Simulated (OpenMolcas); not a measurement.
## How methods differ on CH6Si (methylsilane)

CH6Si: 8 atoms, total charge 0, spin state singlet. As SMILES, `C[SiH3]`. The coordinates come from a PBE0-D4/def2-TZVP relaxation.

Each level gives the HOMO–LUMO gap (eV). The values are calculated.

| level | kind | program | value (eV) | CPU time |
| --- | --- | --- | --- | --- |
| HF/def2-TZVP | Hartree–Fock | OpenMolcas | 15.65 | 13 s |
| SVWN5/def2-TZVP | LDA | OpenMolcas | 7.75 | 36 s |
| BLYP/def2-TZVP | GGA | OpenMolcas | 7.75 | 46 s |
| revPBE/def2-TZVP | GGA | OpenMolcas | 7.85 | 46 s |
| TPSS/def2-TZVP | meta-GGA | OpenMolcas | 8.18 | 66 s |
| r2SCAN/def2-TZVP | meta-GGA | OpenMolcas | 8.71 | 61 s |
| B3LYP/def2-TZVP | global hybrid | OpenMolcas | 9.43 | 52 s |
| PBE0/def2-TZVP | global hybrid | OpenMolcas | 9.92 | 48 s |

The values span 7.75 to 15.65 eV. Orbital gaps aren't excitation energies; they tend to grow with the share of exact exchange. CPU times are rough (shared hosts, several kinds of processor): they show what a rung costs within a factor of a few.

Methylsilane has a wide orbital gap at every level, as expected for a saturated molecule with neither π bonds nor lone pairs. Its frontier occupied levels are probably σ-bonding combinations with Si–C and Si–H character, lying higher than those of a comparable alkane because silicon is more electropositive than carbon and its valence orbitals are more diffuse.

Adding density gradients to the local description barely matters: SVWN5 and BLYP both give 7.75 eV, and revPBE only 7.85 eV. The meta-GGAs lie higher, the global hybrids higher still, and Hartree–Fock stands well apart at 15.65 eV, probably because its empty orbitals feel the field of all the electrons, as for an added electron, whereas a semilocal potential treats filled and empty levels alike.

The ordering therefore reflects what each orbital energy means more than any change in bonding, and it doesn't rank the methods by accuracy. Since small saturated hydrides don't bind an extra electron in a valence orbital, the empty level may also depend strongly on diffuse basis functions, a sensitivity not tested here.
